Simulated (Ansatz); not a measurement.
## C (Fd-3m), a film clamped to a substrate

All numbers below come from Ansatz, DFT r2SCAN, scalar-relativistic, plane waves, PAW. Cutoff 500 eV, Γ-centred 12×12×12 k-points, Gaussian smearing of 0.05 eV. No spin polarisation. Energies are free energies at this smearing, counted from the undisturbed cell; pressure is positive in compression.

Reference structure (relaxed at this level):

```
C
1.0
     0.00000    1.78014    1.78014
     1.78014    0.00000    1.78014
     1.78014    1.78014    0.00000
C
2
Direct
  0.50000 0.50000 0.50000
  0.75000 0.75000 0.75000
```

The cell (2 atoms, V0 = 11.28 Å³) is strained by p along both x and y and by q along z, fractional coordinates fixed. τp = (1/V0) ∂E/∂p = (σxx + σyy)(1 + p)(1 + q) and τq = (1/V0) ∂E/∂q = σzz(1 + p)², with tension positive.

```
     p q  ΔE (meV/atom)  τp (GPa)  τq (GPa)
 0.000   0.000           0.00     -0.01      0.00
-0.025   0.000          28.55    -66.56     -6.55
 0.025   0.000          25.75     57.02      5.52
 0.000  -0.025          12.51     -7.02    -28.73
 0.000   0.025          11.96      5.05     26.89
```

Q: Get the second derivatives of the energy density.

A: Central differences give A = ∂τp/∂p = 2471 GPa (C11 + C22 + 2 C12), C = ∂τq/∂q = 1112 GPa (C33) and the cross term B = ∂τq/∂p = 241 GPa (C13 + C23); ∂τp/∂q = 241 GPa must equal B, and any difference shows higher-order terms. The ions are clamped. In a cubic crystal C11 = C = 1112, C12 = B/2 = 121 GPa and A should be 2(C11 + C12) = 2466 GPa; the bulk modulus is (C11 + 2 C12)/3 = 451 GPa.

Q: A film of this crystal grows with z along the normal on a substrate that imposes p. How does its thickness respond, and what does the misfit cost?

A: Count p and q from the stress-free cell. A free surface needs τq = 0, so q = −(B/C) p = -0.22 p. The energy density left is (A − B²/C) p²/2 = M p², with the biaxial modulus M = 1210 GPa; a misfit of 1 % costs 4.26 meV/atom, against 4.35 meV/atom if the thickness were held.

At p = -0.050 the energies along q are 204.3 (q = -0.050), 147.3 (q = -0.025), 120.3 (q = 0.000), 121.5 (q = 0.025), 148.9 (q = 0.050) meV/atom.

Q: Does the linear rule hold at this misfit?

A: A parabola through the lowest point and its neighbours has its minimum at q = 0.011, 117.4 meV/atom. With the stress left in the starting cell, τp0 and τq0, linear elasticity gives q = −(τq0 + Bp)/C = 0.011 and E = V0(τp0 p + τq0 q + Ap²/2 + Bpq + Cq²/2)/N = 106.5 meV/atom. The energies differ by more than a tenth, so the quadratic law fails here: the gap holds the anharmonic part, with some error from the wide steps. Cubic terms also shift the vertex of so wide a parabola.

Diamond resists a change of bond angle unusually strongly for a tetrahedral crystal, though still clearly less than a change of bond length, and this explains the weak coupling between in-plane strain and thickness. The directional sp3 network cannot cheaply convert biaxial compression into expansion along the normal. The film therefore stays far from constant volume, and freeing its thickness lowers the misfit energy only from 4.35 to 4.26 meV/atom at 1 % misfit.

The in-plane response is also asymmetric: compression costs 28.55 meV/atom, the equal extension 25.75. Shortened bonds stiffen as overlap repulsion rises steeply, while stretched ones soften, which accounts for the harmonic estimate falling too low at the larger compressive misfit.

Holding the fractional coordinates fixed does not stiffen these constants, because symmetry forbids a relative shift of the two sublattices under strains along the cubic axes. That protection is lost under shear, so films of other orientations would generally require C44 with its internal relaxation, which these strains do not probe.
